**A ladder of methods for Si₃Sn: gap, volume, stiffness and rough cost**

The table holds the band gap, volume per atom, bulk modulus and rough processor time of hypothetical rhombohedral Si₃Sn from PBE (plane waves and small bases), r2SCAN, GLLB-SC, GFN1/GFN2-xTB and PM6/PM7, with gaps on the r2SCAN cell and without spin or spin-orbit coupling. The program uses the Murnaghan form with an assumed pressure derivative of 4 or 5 to predict volumes from pressures and to carry all moduli to a common volume, and it compares power laws of modulus against volume. The predicted PBE volumes agree with the table to about 0.1 % (4 to 6 % of the predicted expansion), and 67 to 85 % of the 8.2 GPa step from PBE to r2SCAN follows from the smaller volume, while SZV and GFN1 are too large and, at equal volume, too stiff. The sz gap matches the direct PBE gap to 0.002 eV, so its closeness to r2SCAN is accidental. Time and distance from the r2SCAN gap have a rank correlation of only +0.24.

Si3Sn (space group R3m, 4-atom cell) at several levels of theory, without spin polarisation or spin-orbit coupling. Gaps and times are for single points on the r2SCAN-relaxed cell, volumes come from each level's own relaxation or energy curve, and bulk moduli are taken at fixed cell shape. The k meshes differ between runs.

## The fit in Python

```python
# Table: Si3Sn (R3m, 4 atoms), gap, volume per atom, bulk modulus and rough cost from several programs:
# PBE (plane waves, small bases), r2SCAN, GLLB-SC, xTB, PM6/PM7; gaps on the r2SCAN cell, no spin-orbit.
# Tested: Murnaghan link of pressure, volume and modulus; direct/indirect reading of gaps; cost against deviation.
T = {
    'rung_name': ['PBE coarse-settings', 'PBE', 'PBE sz-orbitals', 'PM7', 'r2SCAN', 'GFN1-xTB tblite', 'PBE SZV', 'PBE DZVP', 'GFN2-xTB tblite', 'GLLB-SC', 'PM6'],
    'rung_kind': ['low cutoff and mesh', 'semilocal', 'small basis', 'semi-empirical', 'semilocal', 'tight binding', 'small basis', 'small basis', 'tight binding', 'model potential', 'semi-empirical'],
    'rung_band_gap': [0.167, 0.181, 0.359, 6.749, 0.348, 0.488, 1.162, 0.191, 1.177, 0.48, 3.134],  # eV
    'rung_volume_per_atom': [24.135, 23.984, None, None, 23.533, 24.61, 24.769, 24.079, None, None, None],  # angstrom^3
    'rung_bulk_modulus': [69.0, 70.0, None, None, 78.2, 70.7, 71.6, 68.8, None, None, None],  # GPa
    'rung_atoms_computed': [4, 4, 4, 108, 4, 108, 4, 4, 108, 4, 108],
    'cost': [1, 6, 10, 20, 20, 20, 20, 50, 100, 100, 200],  # s
}
import numpy as np
from scipy.stats import spearmanr
N = T['rung_name']
g, V, B, A, C = [dict(zip(N, T[k])) for k in ('rung_band_gap', 'rung_volume_per_atom',
                 'rung_bulk_modulus', 'rung_atoms_computed', 'cost')]
co, pb, r2, sz = 'PBE coarse-settings', 'PBE', 'r2SCAN', 'PBE sz-orbitals'
szv, dz, x1 = 'PBE SZV', 'PBE DZVP', 'GFN1-xTB tblite'
# further outputs of the same runs (typed): pressure, stress xx and zz (GPa), direct and on-mesh gap (eV), force (eV/A)
P = {co: 1.759679, pb: 1.458199, r2: -0.011142}
S = {co: (2.123399, 1.032239), pb: (1.404375, 1.565847), r2: (-0.057279, 0.081133)}
D = {co: 0.33988, pb: 0.35651, r2: 0.63399, sz: 0.3585}
M = {co: 0.19156, pb: 0.20302, r2: 0.37994}
F = {co: 0.10884, pb: 0.073285, r2: 0.0090481}
Vr = V[r2]
print("Gap: row | minus PBE eV | minus r2SCAN eV | ratio to r2SCAN | cost s | s per atom")
for n in N:
    print(f"{n:20s} {g[n]-g[pb]:+.3f} {g[n]-g[r2]:+.3f} {g[n]/g[r2]:6.2f} {C[n]:4.0f} {C[n]/A[n]:6.2f}")
print("Plane waves: direct-indirect eV | mesh-indirect eV | stress xx-zz GPa | largest force eV/A")
for n in (co, pb, r2):
    print(f"{n:20s} {D[n]-g[n]:+.3f} {M[n]-g[n]:+.3f} {S[n][0]-S[n][1]:+.2f} {F[n]:.3f}")
print(f"r2SCAN-PBE: indirect {g[r2]-g[pb]:+.3f} eV, direct {D[r2]-D[pb]:+.3f} eV; GLLB-SC/PBE {g['GLLB-SC']/g[pb]:.2f}")
print(f"sz gap (direct) - PBE direct {g[sz]-D[pb]:+.3f} eV; - r2SCAN direct {g[sz]-D[r2]:+.3f} eV")
print(f"GFN2-GFN1 {g['GFN2-xTB tblite']-g[x1]:+.3f} eV; PM7-PM6 {g['PM7']-g['PM6']:+.3f} eV; SZV-DZVP {g[szv]-g[dz]:+.3f} eV")
print("Murnaghan V0 from pressure: row | B'=4 | B'=5 | table A^3 | error % (B'=4) | shift model, table")
err = {}
for n in (co, pb):
    v4, v5 = [Vr*(1 + b*P[n]/B[n])**(1/b) for b in (4, 5)]
    err[n] = 100*(v4/V[n] - 1)
    print(f"{n:20s} {v4:.3f} {v5:.3f} {V[n]:.3f} {err[n]:+.2f} {v4-Vr:.3f} {V[n]-Vr:.3f}")
print("Rounding of table: gap 0.0005 eV, volume 0.0005 A^3, modulus about 0.05 GPa")
R = [n for n in N if V[n] is not None]
print("Row | V vs r2SCAN % | V vs PBE % | B vs r2SCAN % | B-PBE GPa | B at r2SCAN volume B'=4, 5 | model P GPa")
Bc = {}
for n in R:
    x = V[n]/Vr
    Bc[n] = B[n]*x**4
    print(f"{n:20s} {100*(x-1):+.2f} {100*(V[n]/V[pb]-1):+.2f} {100*(B[n]/B[r2]-1):+.1f} {B[n]-B[pb]:+.1f}"
          f" {Bc[n]:.1f} {B[n]*x**5:.1f} {B[n]/4*(x**4-1):.2f}")
step = B[r2] - B[pb]
for b in (4, 5):
    vp = B[pb]*(V[pb]/Vr)**b - B[pb]
    print(f"PBE to r2SCAN {step:.1f} GPa, B'={b}: volume part {vp:.1f} ({100*vp/step:.0f} %), rest {step-vp:.1f}")
fit = [co, pb, dz]  # SZV (minimal basis) and GFN1 (fitted to molecules) left out, shown below
x = np.log([V[n]/Vr for n in fit]); y = np.log([B[n]/B[r2] for n in fit])
nf = -float(x @ y/(x @ x))
oth = fit + [szv, x1]
print(f"B = B(r2SCAN)*(V/Vr)^-n; fitted n = {nf:.2f} on coarse, PBE, DZVP")
print("table-model GPa for coarse, PBE, DZVP | SZV, GFN1 (not fitted)")
for lab, e in (("n = 7/6", 7/6), ("n = 4", 4.0), ("n fitted", nf)):
    r = [B[n] - B[r2]*(V[n]/Vr)**(-e) for n in oth]
    print(f"{lab:9s} {r[0]:+.1f} {r[1]:+.1f} {r[2]:+.1f} | {r[3]:+.1f} {r[4]:+.1f}")
o = [n for n in N if n != r2]
rho = spearmanr([C[n] for n in o], [abs(g[n]-g[r2]) for n in o])[0]
print(f"Rank correlation of cost with |gap - r2SCAN gap|, {len(o)} rows: {rho:+.2f}")
m = A['PM7']/A[pb]
print(f"Cluster = {m:.0f} cells; cubic cost {m**3:.0f} against {m:.0f} k points: factor {m**2:.0f}")
print(f"Cost ratios to PBE: coarse {C[co]/C[pb]:.2f}, r2SCAN {C[r2]/C[pb]:.1f}, GLLB-SC {C['GLLB-SC']/C[pb]:.0f}")
assert all(abs(e) < 0.3 for e in err.values())
assert abs(g[sz] - D[pb]) < 0.01 and g[pb] < g[r2] < g['GLLB-SC']
assert min(Bc[szv], Bc[x1]) > B[r2] > max(Bc[n] for n in fit)
assert 3 < nf < 7
```

Running it gives:

```
Gap: row | minus PBE eV | minus r2SCAN eV | ratio to r2SCAN | cost s | s per atom
PBE coarse-settings  -0.014 -0.181   0.48    1   0.25
PBE                  +0.000 -0.167   0.52    6   1.50
PBE sz-orbitals      +0.178 +0.011   1.03   10   2.50
PM7                  +6.568 +6.401  19.39   20   0.19
r2SCAN               +0.167 +0.000   1.00   20   5.00
GFN1-xTB tblite      +0.307 +0.140   1.40   20   0.19
PBE SZV              +0.981 +0.814   3.34   20   5.00
PBE DZVP             +0.010 -0.157   0.55   50  12.50
GFN2-xTB tblite      +0.996 +0.829   3.38  100   0.93
GLLB-SC              +0.299 +0.132   1.38  100  25.00
PM6                  +2.953 +2.786   9.01  200   1.85
Plane waves: direct-indirect eV | mesh-indirect eV | stress xx-zz GPa | largest force eV/A
PBE coarse-settings  +0.173 +0.025 +1.09 0.109
PBE                  +0.176 +0.022 -0.16 0.073
r2SCAN               +0.286 +0.032 -0.14 0.009
r2SCAN-PBE: indirect +0.167 eV, direct +0.277 eV; GLLB-SC/PBE 2.65
sz gap (direct) - PBE direct +0.002 eV; - r2SCAN direct -0.275 eV
GFN2-GFN1 +0.689 eV; PM7-PM6 +3.615 eV; SZV-DZVP +0.971 eV
Murnaghan V0 from pressure: row | B'=4 | B'=5 | table A^3 | error % (B'=4) | shift model, table
PBE coarse-settings  24.111 24.105 24.135 -0.10 0.578 0.602
PBE                  24.009 24.004 23.984 +0.10 0.476 0.451
Rounding of table: gap 0.0005 eV, volume 0.0005 A^3, modulus about 0.05 GPa
Row | V vs r2SCAN % | V vs PBE % | B vs r2SCAN % | B-PBE GPa | B at r2SCAN volume B'=4, 5 | model P GPa
PBE coarse-settings  +2.56 +0.63 -11.8 -1.0 76.3 78.3 1.83
PBE                  +1.92 +0.00 -10.5 +0.0 75.5 77.0 1.38
r2SCAN               +0.00 -1.88 +0.0 +8.2 78.2 78.2 0.00
GFN1-xTB tblite      +4.58 +2.61 -9.6 +0.7 84.6 88.4 3.46
PBE SZV              +5.25 +3.27 -8.4 +1.6 87.9 92.5 4.07
PBE DZVP             +2.32 +0.40 -12.0 -1.2 75.4 77.2 1.65
PBE to r2SCAN 8.2 GPa, B'=4: volume part 5.5 (67 %), rest 2.7
PBE to r2SCAN 8.2 GPa, B'=5: volume part 7.0 (85 %), rest 1.2
B = B(r2SCAN)*(V/Vr)^-n; fitted n = 5.38 on coarse, PBE, DZVP
table-model GPa for coarse, PBE, DZVP | SZV, GFN1 (not fitted)
n = 7/6   -6.9 -6.5 -7.3 | -2.1 -3.5
n = 4     -1.7 -2.5 -2.5 | +7.9 +5.3
n fitted  +0.7 -0.6 -0.3 | +12.2 +9.2
Rank correlation of cost with |gap - r2SCAN gap|, 10 rows: +0.24
Cluster = 27 cells; cubic cost 19683 against 27 k points: factor 729
Cost ratios to PBE: coarse 0.17, r2SCAN 3.3, GLLB-SC 17
```
